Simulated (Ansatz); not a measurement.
A series in volume scale on TiC

Periodic Kohn-Sham DFT of a crystal at fixed atoms, scaled to volume_scale times the given cell; pressure positive in compression, energy less spherical unpolarised free atoms, largest_vzz the field gradient of largest size among the nuclei. The results are calculated, by Ansatz 0.2.0.

The cell before it is scaled or strained (space group Fm-3m, No. 225):
```
CELL_PARAMETERS angstrom
0.00000 2.16400 2.16400
2.16400 0.00000 2.16400
2.16400 2.16400 0.00000
ATOMIC_POSITIONS crystal
Ti 0.00000 0.00000 0.00000
C 0.50000 0.50000 0.50000
```

Settings of every row: method all-electron PAW; functional PBEsol; relativity scalar; k mesh 14x14x14; filling fermi-dirac; smearing width 0.03 eV; nucleus gaussian.

Atom start moment: 0 on all atoms.

```
row  volume scale  V (Å³/atom)  pressure (GPa)
  1          0.94        9.526          10.845
  2          0.96        9.728           4.571
  3          0.98        9.931          -1.089
  4          0.99       10.032           -3.71
  5             1       10.134               ?
  6          1.01       10.235          -8.564
  7          1.02       10.336          -10.81
  8          1.04       10.539         -14.971
  9          1.06       10.742         -18.723
```

Question: what pressure should row 5 give?

Worked fit of pressure. Take u = (V_r/V)^(2/3) − 1 with V_r = 10.133 Å³ an atom, which is twice the finite (Eulerian) strain; such expansions in the strain, on which the Birch-Murnaghan equation of state is built, carry the rest volume and the bulk modulus. The shown rows have u = 0.04204, 0.02757, 0.01351, 0.0067, -0.00665, -0.01314, -0.02585, -0.03816. Least squares give pressure = −6.1902 + 364.68 × u + 956.66 × u² GPa; a straight line predicts inner rows, each left out in turn, worse (root mean square 0.49 against 0.014 GPa). The rows lie off it by 0.013, -0.020, 0.000, -0.006, 0.009, 0.007, 0.007, -0.010 (root mean square 0.011 GPa). The pressure vanishes at u = 0.0163, or V = 9.891 Å³ an atom, and there the bulk modulus at fixed shape and fractions is B = −V dP/dV = (2/3)(1 + u) dP/du = 268 GPa. The withheld row has u = -7e-05, so the fit gives −6.1902 + 364.68 × (-7e-05) + 956.66 × (-7e-05)² = -6.216 GPa.

The calculation gave -6.199 GPa. The fit lies 0.017 GPa (0.057 % of the column's range) below it; its largest miss of a shown row is 0.020 GPa.
